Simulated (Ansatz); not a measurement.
# B₂Ru: energy above lowest point as volume scale varies

All results are calculated (Ansatz 0.2.0). Free energy against uniform scaling of the volume at fixed shape and fractions; periodic cell, basis, potentials, k mesh and filling as listed.

The cell before it is scaled or strained (space group Pmmn, No. 59):
```
B2Ru
1.0
      2.8650     0.0000     0.0000
      0.0000     4.6450     0.0000
      0.0000     0.0000     4.0450
B Ru
4 2
Direct
  0.00000 0.80900 0.36100
  0.00000 0.19100 0.36100
  0.50000 0.30900 0.63900
  0.50000 0.69100 0.63900
  0.00000 0.00000 0.84920
  0.50000 0.50000 0.15080
```

Settings of every row: functional LDA; dispersion none; potentials PAW; wave cutoff 500 eV; density cutoff 2000 eV; k mesh 9x6x7; k shift 0x0x0; occupations fermi dirac; smearing width 0.1 eV; spin none; SCF threshold exponent -10.

Limits: coarse k mesh, up to 40 meV an atom off.

| row | volume scale | V (Å³/atom) | energy above lowest point (meV/atom) |
| --- | --- | --- | --- |
| 1 | 0.94 | 8.433 | 6.9 |
| 2 | 0.96 | 8.613 | 0 |
| 3 | 0.98 | 8.792 | 1.1 |
| 4 | 1 | 8.972 | ? |
| 5 | 1.02 | 9.151 | 24.3 |
| 6 | 1.04 | 9.331 | 45 |
| 7 | 1.06 | 9.51 | 70.9 |

Question: what energy above lowest point should row 4 give?

Worked fit of energy above lowest point. Take u = (V_r/V)^(2/3) − 1 with V_r = 8.9715 Å³ an atom, which is twice the finite (Eulerian) strain; such expansions in the strain, on which the Birch-Murnaghan equation of state is built, carry the rest volume and the bulk modulus. The shown rows have u = 0.04213, 0.02756, 0.01356, -0.01312, -0.02585, -0.03812. Least squares give energy above lowest point = 9.45 − 875.4 × u + 19335 × u² meV/atom; a straight line predicts inner rows, each left out in turn, worse (root mean square 12 against 0.043 meV/atom). All shown rows lie on it to the printed digit. Its lowest point lies at u = 0.0226, or V = 8.675 Å³ an atom, and the curvature there gives the bulk modulus at fixed shape and fractions, B = (4/9)(1 + u)² E″(u)/V = 332 GPa. Letting shape and atoms relax would as a rule lower it, by much in layered, chain or molecular crystals. The withheld row has u = -4e-05, so the fit gives 9.45 − 875.4 × (-4e-05) + 19335 × (-4e-05)² = 9.5 meV/atom.

The calculation gave 9.5 meV/atom. The fit meets it to the printed digit.
